**Problem: how much the central atom adds to a molecule's polarisability**

In the planar molecules HMCl$_2$ the marked atom M runs down group 13 at a constant 18 valence electrons. The table gives their static mean polarisability $\alpha$ from a range-separated hybrid functional, the ratio of the largest to the smallest principal value of the tensor (the anisotropy), and the gap between HOMO and LUMO energies. The last two rows are single members of other frames.

Molecules with one marked atom (* in the frame's SMILES), computed with PySCF 2.14.0 at the wB97X-D/def2-SVPD level with density fitting, in the gas phase at PBE0-D3(BJ)/def2-SVP geometries. The polarisability is the static mean, the principal values are those of its tensor, and the gap is LUMO minus HOMO energy. Electronegativities are Pauling's.

| formula | frame | * | Z | electronegativity | point group | mean bond of the marked atom (Å) | sum of bond angles at the marked atom (°) | electrons | valence electrons | polarisability (bohr^3) | largest over smallest principal value | gap (eV) |
| --- | --- | --- | --- | --- | --- | --- | --- | --- | --- | --- | --- | --- |
| BCl2H | H*(Cl)Cl | B | 5 | 2.040 | C2v | 1.559 | 360 | 40 | 18 | 41.9 | 1.66 | 11.29 |
| AlCl2H | H*(Cl)Cl | Al | 13 | 1.610 | C2v | 1.917 | 360 | 48 | 18 | 51.8 | 1.41 | 11.49 |
| Cl2GaH | H*(Cl)Cl | Ga | 31 | 1.810 | C2v | 1.941 | 360 | 66 | 18 | 54.6 | 1.58 | 10.94 |
| Cl2HIn | H*(Cl)Cl | In | 49 | 1.780 | C2v | 2.126 | 360 | 84 | 18 | 62.9 | 1.61 | 10.38 |
| C2H6BN | H*(H)(H)[N+]#CC | B | 5 | 2.040 | C3v | 1.301 | n/a | 30 | 22 | 54.4 | 1.91 | 10.80 |
| C2H3Al | H*(H)C#C | Al | 13 | 1.610 | C2v | 1.694 | 360 | 28 | 14 | 50.6 | 1.77 | 9.72 |

**(a) Can the gap or the number of electrons account for $\alpha$ from B to In?**

*Solution.* In atomic units $\alpha=\sum_k f_k/\omega_k^2$, with excitation energies $\omega_k$ and oscillator strengths $f_k$ that sum to the number $N$ of electrons. Replacing all $\omega_k$ by one energy $\Delta$ (Unsöld's closure) gives $\alpha=N/\Delta^2$.

If all valence strength lay at the gap, BCl$_2$H would have $\Delta=11.29/27.21=0.415$ hartree and $\alpha=18/0.415^2\approx105$ bohr³, 2.5 times the computed 41.9. A scale factor does not repair this: Al has a wider gap than B and yet the larger $\alpha$, and the model's In/B ratio is 1.18 against 1.50. The excitations computed for AlCl$_2$H show why. The lowest carries $f=0.014$ and the lowest fifteen together about 1, so nearly all the strength lies higher; inverting the formula with $N=18$ gives $\Delta$ from 17.8 eV (B) to 14.6 eV (In). The gap is only an orbital-energy difference, and the LUMOs of B and Al are positive, hence unbound and basis-sensitive.

If instead every electron responded alike, $\alpha$ would follow the total count. The steps are 9.9, 2.8 and 8.3 bohr³ for 8, 18 and 18 added electrons, so Al→Ga gives least. Added shells are inner shells, whose large $\Delta$ suppresses them as $1/\Delta^2$. The filled d shells of Ga and In are the shallowest of these and should still add a little. For In the count also includes electrons replaced by the core potential.

**(b) What orders the values, and why is the Al→Ga step small?**

*Solution.* In the ionic limit, M$^{3+}$ with two Cl$^-$ and one H$^-$, all 18 valence electrons sit on the ligands, and M matters mainly through how hard it squeezes them: a small cation tightens the anions, a large one leaves them loose. In the covalent limit the bonding electrons surround M and spread over its valence shell. Either way a larger M means a lower $\Delta$. A conducting sphere has $\alpha=R^3$, which suggests a fixed ligand part plus a volume,
$$\alpha=a+bR^3 .$$
Fitted to the four HMCl$_2$ rows with $R$ the mean bond, $a=27.8$ bohr³ and $b=3.597$ bohr³/Å³. For Ga, which was part of the fit, $1.941^3=7.31$ and $27.8+26.3=54.1$, against 54.6. The worst row is Al, 1.4 bohr³ too high, far above the 0.05 of rounding. The fit therefore exaggerates the stall: it makes the Al→Ga step 1.0 bohr³ instead of 2.8. Using the M–Cl length alone lowers the rms residual from 0.80 to 0.45 bohr³. A fourth power fits slightly better in both cases, so four points and two trading constants support a dependence of $\alpha$ on size but do not fix the exponent.

The bond steps have the same pattern as $\alpha$: 0.358, 0.024 and 0.185 Å. The standard cause is the 3d contraction. The ten d electrons added before Ga screen the ten added protons poorly, which nearly cancels the gain of a new shell. Ga and In both follow a filled d shell, so in the step from Ga to In the contraction largely drops out and the new shell shows. That step compares a non-relativistic all-electron Ga with a scalar-relativistic In, neither with spin-orbit coupling, and its size is the least clean.

The same argument predicts a small Si→Ge step in group 14, another small step from In to Tl (4f filling and relativistic contraction), and no stall from Mg to Ca, where no d shell intervenes. Fluorides in place of chlorides would lie lower throughout, since F holds its electrons more tightly.

The other two rows have different ligands, were not fitted, and are underestimated by 18.6 and 5.3 bohr³. That the boron adduct exceeds the aluminium compound says nothing about B against Al: it has 22 valence electrons against 14.

**(c) Why is AlCl$_2$H the least anisotropic?**

*Solution.* Non-interacting spherical atoms give a ratio of 1. Induced dipoles reinforce each other along the line joining them and oppose each other side by side, so a planar molecule is stiffest across its plane, and a chain is softest along its axis, as in the adduct (ratio 1.91). The computed tensors of all four chlorides rise in the order out of plane, along M–H, along Cl···Cl. Damped coupled dipoles (Thole's model, six constants fitted to these twelve components) reproduce that order, but give a ratio falling steadily from 1.58 to 1.45, with no dip at Al.

The components locate the dip and the miss. From B to Al the out-of-plane value, the smallest, gains 10.5 bohr³ and the largest only 6.9, which lowers the ratio. From Al to Ga the out-of-plane value falls by 0.9 bohr³ while the in-plane ones gain 3.7 and 5.6; the model has the first rising by 2.5. All of Ga's excess over Al thus lies in the plane of the bonds. The model, which knows only the geometry and fitted atomic polarisabilities, gives much of the in-plane gain (4.2 and 3.4) but wrongly adds a gain across the plane. The fall across the plane, where no bonds run, is what a contracted Ga would give, but it is only 2% of the Al value, in the direction most dependent on diffuse basis functions.

Dipoles induced on separate atoms omit charge flow along bonds. That flow vanishes in the ionic limit and, for equal coupling and bond length, is largest when bonding and antibonding orbitals are shared evenly. Al, with the lowest electronegativity of the four, is nearest to ionic, so its in-plane enhancement should be weakest, and the in-plane mean over the out-of-plane value is indeed lowest there, 1.31. For B, π donation from Cl into the empty 2p orbital adds a delocalised Cl–B–Cl path. This explanation is plausible and unproven: electronegativity puts Ga above In while the anisotropy has them reversed, and in the ratio of in-plane mean to out-of-plane value B (1.43), the most electronegative, lies below both Ga (1.45) and In (1.50).

The fits and components are listed in the output that follows.

Numerical output:

```
order B Al Ga In; alpha in bohr^3; rounding floor 0.05, coordinates 0.005 A
alpha steps 9.9 2.8 8.3 | In/B 1.50 | steps % 23.6 5.4 15.2
r_mean steps A 0.358 0.024 0.185 | electron steps 8 18 18 | gap steps eV 0.20 -0.55 -0.56
alpha step per added electron 1.24 0.16 0.46
M-Cl A 1.74 2.09 2.14 2.34 | M-H A 1.20 1.56 1.55 1.70 | Cl-M-Cl deg 121 118 115 111
a+b*r_mean^3: a 27.8 b 3.597 resid -0.4 1.4 -0.5 -0.5 rms 0.80 worst Al
   model steps 11.7 1.0 8.3
a+b*R(M-Cl)^3: a 26.9 b 2.802 resid -0.2 0.8 -0.3 -0.2 rms 0.45 worst Al
   model steps 10.9 1.7 8.4
a+b*electrons: a 27.9 b 0.418 resid 2.7 -3.8 0.9 0.1 rms 2.39 worst Al
   model steps 3.3 7.5 7.5
rms of a+b*r_mean^n, n=1..5: 1.36 1.06 0.80 0.64 0.69
rms of a+b*M-Cl^n, n=1..5: 1.03 0.71 0.45 0.40 0.62
Unsold N_val/gap^2, all six rows 105 101 111 124 140 110 | over table 2.50 1.95 2.04 1.97 2.57 2.17
scaled c 0.481: resid 8.4 -3.3 -1.1 -3.4 rms 4.84, % 20 -6 -2 -5 | model In/B 1.18
implied mean Delta eV, six rows 17.8 16.0 15.6 14.6 17.3 14.3 | Delta/gap 1.58 1.40 1.43 1.40 1.60 1.47
implied Delta eV if d10 counted (N=28) Ga In 19.5 18.2
unfitted C2H6BN, C2H3Al resid: r_mean^3 -18.6 -5.3 | electrons -13.9 -11.0 | gap 12.7 2.1
out of plane 32.5 43.0 42.1 47.1 | steps 10.5 -0.9 5.0 | In/B 1.45 | R^3 fit resid 0.9 -2.0 0.1 0.9
along C2 39.2 51.7 55.4 65.7 | steps 12.5 3.7 10.3 | In/B 1.68 | R^3 fit resid -0.3 1.0 -0.5 -0.2
along Cl..Cl 53.8 60.8 66.3 76.0 | steps 6.9 5.6 9.6 | In/B 1.41 | R^3 fit resid -1.3 3.2 -0.6 -1.3
mean of components minus table -0.03 0.02 0.01 0.03 | in-plane mean/out 1.43 1.31 1.45 1.50
aniso 1.66 1.41 1.58 1.61 | en 2.04 1.61 1.81 1.78 | correlation (4 points) 0.89
LUMO steps eV 0.16 -0.37 -0.32 | LUMO+1 steps B-Al, Al-Ga -0.93 -0.36 | LUMO+1 - LUMO 1.71 0.61 0.63
Thole fit (params trade; bounds 0.2-60): Cl H 15.8 2.0 | M 11.0 20.1 23.7 32.2 | rms 1.69
  Thole out 33.4 41.2 43.7 51.2 | resid 0.9 -1.8 1.6 4.1
  Thole C2 40.7 51.0 55.2 65.0 | resid 1.5 -0.7 -0.2 -0.7
  Thole Cl..Cl 52.6 62.2 65.6 74.0 | resid -1.3 1.5 -0.7 -1.9
  Thole aniso 1.58 1.51 1.50 1.45 | Al->Ga steps model 2.5 4.2 3.4 calc -0.9 3.7 5.6
  max change for 0.3% length change (coordinate rounding) 0.07
```
